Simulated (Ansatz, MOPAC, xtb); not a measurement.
# A ladder of methods for C2H2F4 (norflurane)

C2H2F4, singlet, SMILES `FCC(F)(F)F`. Each level relaxes the structure for itself.

Each level gives the zero-point energy at each level's own minimum (kJ/mol). The values are calculated.

| level | kind | program | value (kJ/mol) |
| --- | --- | --- | --- |
| AM1 | semi-empirical | MOPAC | 122.1 |
| GFN2-xTB | semi-empirical | xtb | 110.8 |
| PM6 | semi-empirical | MOPAC | 110.8 |
| PM6-ORG | semi-empirical | MOPAC | 110.4 |
| HF/STO-3G | Hartree–Fock | Ansatz | 135.3 |
| HF/3-21G | Hartree–Fock | Ansatz | 130.0 |
| HF/6-31G* (Cartesian functions) | Hartree–Fock | Ansatz | 130.9 |
| PBE/def2-SVP | GGA | Ansatz | 115.8 |
| PBE0-D4/def2-TZVP | global hybrid | Ansatz | 119.8 |
| B3LYP/6-31G* (Cartesian functions) | global hybrid | Ansatz | 120.1 |

Harmonic and unscaled. The values span 110.4 to 135.3 kJ/mol.

The Hartree–Fock levels give the largest zero-point energies, the two hybrids lie close together near 120 kJ/mol, and PBE falls below them. The cleanest comparison is in the 6-31G* basis, where going from Hartree–Fock to B3LYP lowers the value from 130.9 to 120.1 kJ/mol. Without correlation, the admixture of antibonding character that softens a bond as it stretches is missing, so the C–F and C–H force constants come out too large. PBE probably continues this softening, although its different basis contributes to the gap as well.

Conformational differences are an unlikely source of the spread, because the threefold symmetry of the CF3 group makes the staggered minima equivalent. The semi-empirical results do not form one group: AM1 lies slightly above the hybrids, while the other three fall well below them. Since the zero-point energy sums over all modes, AM1's closeness to the hybrids may reflect compensating errors between stretches and bends, and the identical GFN2-xTB and PM6 totals do not imply matching vibrational spectra.
